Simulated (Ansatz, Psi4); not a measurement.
**BH2O (SMILES [BH]O): methods side by side**

BH2O has 4 atoms, charge 0, and is taken as a doublet. SMILES: `[BH]O`. The shape is that of a PBE0-D4/def2-TZVP optimisation.

```xyz
4

B    -0.0061   -0.4855    0.3883
O     0.1197    0.5445   -0.4486
H    -1.0642   -1.0324    0.5403
H     1.0061    0.9132   -0.5003
```

Each level gives the energy change with the B1–H3 bond stretched from 1.201 to 1.801 Å (eV). The values are calculated.

```csv
level,kind,program,value (eV)
UHF/STO-3G,Hartree–Fock,Ansatz,2.92
UHF/def2-SVP (density fitting),Hartree–Fock,Psi4,1.74
USVWN5/STO-3G,LDA,Ansatz,2.39
U-revPBE/STO-3G,GGA,Ansatz,2.24
UBLYP/STO-3G,GGA,Ansatz,2.19
UPBE/STO-3G,GGA,Ansatz,2.28
U-r2SCAN/STO-3G,meta-GGA,Ansatz,2.44
U-r2SCAN0/STO-3G,hybrid meta-GGA,Ansatz,2.63
UB3LYP/STO-3G,global hybrid,Ansatz,2.42
UBHLYP/STO-3G,global hybrid,Ansatz,2.70
```

The first shape isn't each level's own minimum. The values span 1.74 to 2.92 eV. Spin contamination of the reference (⟨S²⟩ at least 0.1 too high) touches UHF/STO-3G (up to 0.17 too high).

Among the density functionals, the cost of stretching B–H rises with the share of exact exchange within each family: from UBLYP through UB3LYP to UBHLYP, and from U-r2SCAN to U-r2SCAN0. Semilocal exchange mimics part of the left–right correlation that grows as the bonding pair is pulled apart, and exact exchange removes that stabilisation. The order doesn't carry across families, since U-r2SCAN lies marginally above UB3LYP.

The two Hartree–Fock values differ by more than all the density functionals do among themselves, which suggests that the basis matters more here than the functional. A minimal basis can't let the boron and hydrogen functions expand or polarise as the bond lengthens, so the stretched structure is probably penalised too heavily. The absolute STO-3G energies are therefore poor guides to the stiffness of this bond.

Nor is the stretch energy a bond dissociation energy: at 1.801 Å the fragments still interact, and the radical electron on boron has yet to pair fully into the lone pair of closed-shell BOH.
